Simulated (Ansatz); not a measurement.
## InH2 (SMILES [InH2]): methods side by side

InH2 has 3 atoms, charge 0, and is taken as a doublet. As SMILES, `[InH2]`. The coordinates come from a PBE0-D4/def2-TZVP relaxation.

```
atom    x (Å)    y (Å)    z (Å)
  In   0.3846  -0.4254   0.1498
   H   0.6913   1.2654   0.5216
   H  -1.0869  -0.9048  -0.6847
```

Each level gives the vertical energy of the quartet above the doublet (eV). The values are calculated.

```csv
level,kind,program,value (eV),less FCI/STO-3G,CPU time (all runs)
UHF/STO-3G,Hartree–Fock,Ansatz,4.96,+0.20,1.2 s
U-revPBE/STO-3G,GGA,Ansatz,3.75,-1.01,3.5 s
UB3LYP/STO-3G,global hybrid,Ansatz,4.21,-0.55,4 s
UPBE0/STO-3G,global hybrid,Ansatz,4.19,-0.57,4.1 s
U-wB97M-V/STO-3G,range-separated hybrid,Ansatz,4.61,-0.15,37 s
UB2PLYP/STO-3G,double hybrid,Ansatz,4.59,-0.17,3.9 s
UMP2/STO-3G,perturbation theory,Ansatz,5.00,+0.24,0.94 s
FCI/STO-3G,exact in the basis,Ansatz,4.76,0.00,1.5 s
```

FCI/STO-3G is exact within its basis and frozen core, so for wave-function methods in that basis the difference is their error; functionals converge differently with the basis, so for them it is only a difference. All-electron rows without a relativistic Hamiltonian named are non-relativistic. Spin-orbit coupling, which can split open shells on such heavy atoms by tenths of an eV, is left out. The values span 3.75 to 5.00 eV. All rows use very small basis sets, so even the best lies far from the true value. In the correlated wave-function rows the outer d shell of In is correlated, in sets not made for it. CPU times are rough (shared hosts, several kinds of processor): they show what a rung costs within a factor of a few.

Every method places the quartet well above the doublet at this geometry. The doublet has two In–H bonding pairs and one unpaired electron in an indium orbital of mixed 5s and 5p character. Reaching the quartet means uncoupling a bonding pair and promoting one electron, probably into the empty out-of-plane 5p orbital or an In–H antibonding orbital, and the exchange gained between parallel spins does not repay that cost.

Second-order perturbation theory does not improve on Hartree–Fock: UMP2 gives 5.00 eV and UHF 4.96 eV, both above the FCI value of 4.76 eV. Pair correlation normally favours the doublet, which has more opposite-spin pairs, yet full correlation here narrows the gap, perhaps because the quartet mixes configurations that a single determinant misses. Among the functionals, revPBE gives the smallest gap and the global hybrids intermediate ones, while wB97M-V and B2PLYP come nearest to FCI. Because the quartet has not been relaxed, the gap measures neither its adiabatic energy nor the strength of an In–H bond.
